A carbon or nitrogen atom lands on aluminium and can settle over one metal atom or in the hollow between three. Nitrogen is the more electronegative of the two, so it is tempting to expect it to bind more strongly and to raise the work function more at every site. The calculations below, made with a density functional and without spin in the slab, put that expectation to the test. The metal is a hexagonal stacking of Al, not the usual cubic one, and each surface atom has one adsorbate.

Ansatz 0.2.0, plane-wave PAW, PBEsol, 420 eV cutoff, 12×12×1 k mesh, no spin in the slab: C or N on the (001) face of an eight-plane hexagonal Al slab (P6₃/mmc), one atom per 1×1 cell of 6.967 Å², relaxed from the named site with the lower four planes fixed. Adsorption energies are relative to the clean slab and a free spin-polarised atom; dipoles are positive outward.

```
adsorbate  start site  start site atoms  adsorption energy (eV)  work function change (eV)  dipole change (e Å)  shortest contact length (Å)
        C      bridge             Al-Al                  -4.730                      2.963              -0.1150                        1.984
        C      hollow          Al-Al-Al                  -4.730                      2.963              -0.1150                        1.986
        C         top                Al                  -3.255                      3.221              -0.1240                        1.983
        N      bridge             Al-Al                  -6.324                      1.317              -0.0560                        1.673
        N      hollow          Al-Al-Al                  -6.180                      1.751              -0.0710                        1.663
        N         top                Al                  -1.898                      4.311              -0.1740                        1.827
```

The adsorption energy is negative when the atom is bound. The dipole change is counted along the outward direction, so a negative value means that electrons have moved outward. This raises the work function, the energy needed to take an electron out of the metal.

(a) Which starts lead to different states, and how does the binding order of C and N depend on the site? Explain the order.

Solution. The two C rows named bridge and hollow are almost certainly one state. Their adsorption energies, dipoles and work function changes agree, and their contacts differ by only 0.002 Å. A bridge start keeps a single mirror plane, which lets the atom slide into a hollow. The row is therefore no evidence that C can rest on a bridge.

On top, N is bound less strongly than C by 1.36 eV. In the hollow it is bound more strongly, by 1.45 eV. The reversal comes from what each atom gains between the two sites: about 1.5 eV for C and 4.3 eV for N. The energy of the free atom cancels in this gain, so the cause has to be sought in the bonding on the surface.

Aluminium bonds with s and p electrons. A single Al atom below the adsorbate can form one good bond along the surface normal, but it offers little to the adsorbate's p orbitals that lie parallel to the surface. Three Al atoms around a hollow reach these orbitals too. For N this matters more, because its p orbitals lie deeper in energy than those of C and electrons gain more by moving into them. This orbital argument is standard chemistry; the table shows its outcome, not the orbitals.

Free N also has a half-filled p shell with three parallel spins, an arrangement that is costly to give up. This cost is the same at both sites, so it adds nothing to the gain between them. It lowers the binding at both, and one metal neighbour repays it less easily than three. Free C has only two parallel spins and pays less, which is probably why it is ahead on top. Here lies the weak point of the comparison: the free atom was allowed its spins, while the slab was not. If N on top keeps unpaired electrons, a calculation with spin would bind it more strongly, and the correction could be of the order of an electronvolt. C on top may gain as well, and the outputs don't show which of the two would gain more. The order of the two on top, and the full size of N's gain in the hollow, thus belong to this spinless calculation and need a test with spin.

Symmetry also holds both top atoms in place sideways. Their energies describe atoms kept over one Al, and no test shows that they would stay there if nudged.

(b) On top, N has the larger dipole; in the hollow, C has. Find the heights of the atoms in the hollow and test whether a fixed charge at a changing height explains the reversal.

Solution. Let L be the shortest contact length, d the sideways distance from the hollow's centre to a surface Al atom, and h the height above the top Al plane. Symmetry keeps the adsorbate at the centre, and the surface cell gives d = 1.638 Å. For C,

h = √(L² − d²) = √(1.986² − 1.638²) Å ≈ 1.12 Å.

The same step puts N only about 0.3 Å above the plane. C stands on the surface, while N is almost part of its top layer.

The result for N assumes that its shortest contact is to the top layer. The root gives no sign, so N is also assumed to lie above the plane, the side from which it started. The relaxed coordinates bear out both assumptions. They also show that N itself hardly sinks: it falls by only 0.07 Å, while the top Al plane rises by 0.65 Å to meet it. With one N to each surface Al atom, the whole metal layer moves together. The contact itself is odd: it is shorter in the hollow than on top, although bonds usually lengthen when an atom has more neighbours. The fixed surface cell accounts for part of this: an atom in the plane of the hollow is 1.64 Å from its three neighbours, however long a bond it would prefer. Why the layer rises so far is not shown by the outputs, and the soft atomic datasets used here, which were made for the functional PBE, may be less reliable at so short a distance.

The lift also bears on part (a), because the binding of N in the hollow includes this change in the metal. The relaxation released 1.24 eV for N, while C gained almost nothing by relaxing in the hollow. Without this energy, N would still gain about 3 eV between top and hollow, twice as much as C. Its larger gain therefore doesn't rest on the odd short contact alone.

A dipole is charge times distance. In the simplest model, each adsorbate carries the same effective charge q at both sites, and only its height changes. On top, the height is the contact length itself. For C this gives

q = 0.124 e Å / 1.983 Å ≈ 0.063 e,

expected hollow dipole = 0.063 e × 1.12 Å ≈ 0.07 e Å.

The charge comes from the top row alone, so the hollow row is a real test. It gives 0.115 e Å, well above the estimate. For N the model expects 0.03 e Å, against a computed 0.071 e Å.

The model gets the reversal right. On top, N has the larger charge per height, as its electronegativity suggests, and so the larger dipole. In the hollow, the Al layer has risen so close to N that the charge on N has little distance over which to act, and C takes the lead. A strongly electronegative atom can therefore leave a modest dipole if it sits low.

The sizes show what the model lacks. For C, the dipole falls by only 7 percent although the height is nearly halved. The electrons must rearrange when the site changes. A likely reason is that three Al neighbours give the adsorbate more charge than one does, and that some of this charge spreads outward beyond its nucleus. For N, the model also leaves out what the lifting of the Al layer does to the dipole. The effective charge q is thus a measure of the whole surface's response, screening by the metal included, and not the charge of an atom.

(c) Put all rows in order of binding and compare this with the work function change. What does the order mean, and where does the N row started at the bridge belong?

Solution. From the weakest binding to the strongest, the work function change falls from 4.31 to 1.32 eV. No row breaks the order, with the two C rows of one state counted as a tie. The atom that is held most firmly disturbs the work function least. The dipole tells the same story, but it isn't a second piece of evidence, because electrostatics ties the work function to it, here to within about 0.2 eV. All runs except that of C on top, the clean slab included, also carry a warning that the exchange-correlation potential is rough where the density is thin, and the effect of this on the results is not known.

The order looks strange only if a dipole is taken as a measure of bond strength. On this metal, C and N both bind more strongly with three neighbours than with one. Their dipole along the normal also tends to shrink as they come closer to the metal plane. Moving from top to hollow changes both at once, strongly for N and less so for C. For someone who follows a surface process with a work function probe, a large rise is therefore no sign of a firmly bound layer in this series.

This is a pattern of five distinct states and two elements, not a law. Between C and N on the same site, the order also depends on how much charge each atom draws and how well its orbitals are served. The N row on top, which sets one end of the pattern, is also one that the missing spin may affect strongly.

The N row started at the bridge continues the pattern at the other end. It is 0.14 eV more strongly bound than N in the named hollow and raises the work function less. Unlike C, it has not ended in the same state as its hollow partner. The metal has changed too: the whole top Al layer has slid sideways to a new position over the layers below, and N sits in the centre of a hollow of that layer. The 0.14 eV therefore includes the restacking of the metal and can't be read as a preference of N for one site over another. From the named hollow, symmetry forbade such a slide, so the state reached there may be a saddle point. What the bridge row does show is that this state is not the lowest one for N on this slab.

The fixed-charge model of part (b) doesn't explain the difference between these two N rows. The contact puts N about 0.34 Å from the Al plane after the bridge start, slightly farther than in the named hollow, yet the dipole is smaller.

A transition metal makes a useful contrast. Its partly filled d shell can bond with the sideways p orbitals of an atom directly above, as in the well-known molecules with a metal–nitrogen triple bond. A single metal neighbour can then serve N much better than one Al atom does, so N should have less to gain from a hollow, although on close-packed faces it usually still prefers one. To guess the trend for a neighbouring case, ask first how many of the adsorbate's orbitals the metal can reach at each site, and then how far above the metal plane the atom comes to rest.

The printed output after this text gives the energy differences, the heights and the fixed-charge estimates for both elements.

Output of the analysis:

```
Work function change from the dipole by electrostatics:
  row  from dipole (eV)  computed (eV)
    C             2.987          2.963
    C             2.987          2.963
    C             3.221          3.221
    N             1.454          1.317
    N             1.844          1.751
    N             4.519          4.311
C, binding gained from top to hollow (eV): 1.475
N, binding gained from top to hollow (eV): 4.282
On top, N bound less strongly than C by (eV): 1.357
In the hollow, N bound more strongly than C by (eV): 1.45
N started at the bridge lies below N in the hollow by (eV): 0.144
Rank correlation of adsorption energy and work function change, all rows: 1
On top, work function change of N less that of C (eV): 1.09
In the hollow, work function change of C less that of N (eV): 1.212
Sideways distance from hollow to top-plane Al (Å): 1.638
Spacing of the Al planes as cut (Å): 2.33
Height of C in the hollow over the top Al plane (Å): 1.124
Height of N in the hollow, if its contact is to top-plane Al (Å): 0.2898
C, fall of dipole size from top to hollow (percent): 7.258
N, fall of dipole size from top to hollow (percent): 59.2
C, hollow dipole size expected from fixed charge (e Å): 0.07026
N, hollow dipole size expected from fixed charge (e Å): 0.0276
C in the hollow, energy released in relaxation (eV): 0.01241
N in the hollow, energy released in relaxation (eV): 1.238
```
